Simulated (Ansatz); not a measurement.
# A series in volume scale on Pb

Results calculated with Ansatz 0.2.0, not measured. Periodic Kohn-Sham DFT of a crystal at fixed atoms, scaled to volume_scale times the given cell; pressure positive in compression, energy less spherical unpolarised free atoms, largest_vzz the field gradient of largest size among the nuclei.

The cell before it is scaled or strained (space group P6_3/mmc, No. 194):
```
cell vectors (Å)
   3.4800     0.0000     0.0000
  -1.7400     3.0138     0.0000
   0.0000     0.0000     5.5900
atoms (fractions of the cell vectors)
Pb  0.33333  0.66667  0.25000
Pb  0.66667  0.33333  0.75000
```

Settings of every row: method all-electron LAPW; functional PBEsol; relativity scalar; k mesh 12x12x7; filling fermi-dirac; smearing width 0.05 eV; basis error target 0.5 meV/atom; nucleus gaussian.

Atom start moment: 0 on all atoms.

Limits: no spin-orbit coupling on heavy atoms.

| row | volume scale | V (Å³/atom) | pressure (GPa) | energy less free atoms (eV/atom) |
| --- | --- | --- | --- | --- |
| 1 | 0.94 | 27.555 | 4.588 | -3.936 |
| 2 | 0.9405 | 27.57 | 4.551 | -3.9365 |
| 3 | 0.96 | 28.141 | 3.205 | -3.9502 |
| 4 | 0.98 | 28.728 | ? | ? |
| 5 | 0.99 | 29.021 | 1.426 | -3.9628 |
| 6 | 1 | 29.314 | 0.903 | -3.9649 |
| 7 | 1.01 | 29.607 | 0.411 | -3.9661 |
| 8 | 1.02 | 29.9 | -0.052 | -3.9664 |
| 9 | 1.04 | 30.487 | -0.9 | -3.9647 |
| 10 | 1.06 | 31.073 | -1.656 | -3.96 |

Question: what pressure and energy less free atoms should row 4 give?

Worked fit of pressure. Take u = (V_r/V)^(2/3) − 1 with V_r = 29.314 Å³ an atom, which is twice the finite (Eulerian) strain; such expansions in the strain, on which the Birch-Murnaghan equation of state is built, carry the rest volume and the bulk modulus. The shown rows have u = 0.04212, 0.04174, 0.0276, 0.00672, 0, -0.00661, -0.01311, -0.02582, -0.0381. Least squares give pressure = 0.9034 + 76.073 × u + 251.57 × u² + 464 × u³ GPa; a parabola predicts inner rows, each left out in turn, worse (root mean square 0.0072 against 0.00096 GPa). The rows lie off it by -0.001, 0.000, 0.001, 0.000, 0.000, 0.000, 0.000, 0.001, -0.001. The pressure vanishes at u = -0.0124, or V = 29.87 Å³ an atom, and there the bulk modulus at fixed shape and fractions is B = −V dP/dV = (2/3)(1 + u) dP/du = 46.1 GPa. Letting shape and atoms relax would as a rule lower it, by much in layered, chain or molecular crystals. The withheld row has u = 0.01355, so the fit gives 0.9034 + 76.073 × (0.01355) + 251.57 × (0.01355)² + 464 × (0.01355)³ = 1.982 GPa.

The calculation gave 1.983 GPa. The fit lies 0.001 GPa (0.016 % of the column's range) below it, one unit of the last digit.

Worked fit of energy less free atoms. Take u = (V_r/V)^(2/3) − 1 with V_r = 29.314 Å³ an atom, which is twice the finite (Eulerian) strain; such expansions in the strain, on which the Birch-Murnaghan equation of state is built, carry the rest volume and the bulk modulus. The shown rows have u = 0.04212, 0.04174, 0.0276, 0.00672, 0, -0.00661, -0.01311, -0.02582, -0.0381. Least squares give energy less free atoms = −3.9649 + 0.2483 × u + 10.121 × u² + 6.1 × u³ eV/atom; a parabola predicts inner rows, each left out in turn, worse (root mean square 9.3e-05 against 4.1e-05 eV/atom). All shown rows lie on it to the printed digit. Its lowest point lies at u = -0.0124, or V = 29.87 Å³ an atom, and the curvature there gives the bulk modulus at fixed shape and fractions, B = (4/9)(1 + u)² E″(u)/V = 46 GPa. Letting shape and atoms relax would as a rule lower it, by much in layered, chain or molecular crystals. The withheld row has u = 0.01355, so the fit gives −3.9649 + 0.2483 × (0.01355) + 10.121 × (0.01355)² + 6.1 × (0.01355)³ = -3.9597 eV/atom.

The calculation gave -3.9597 eV/atom. The fit meets it to the printed digit.
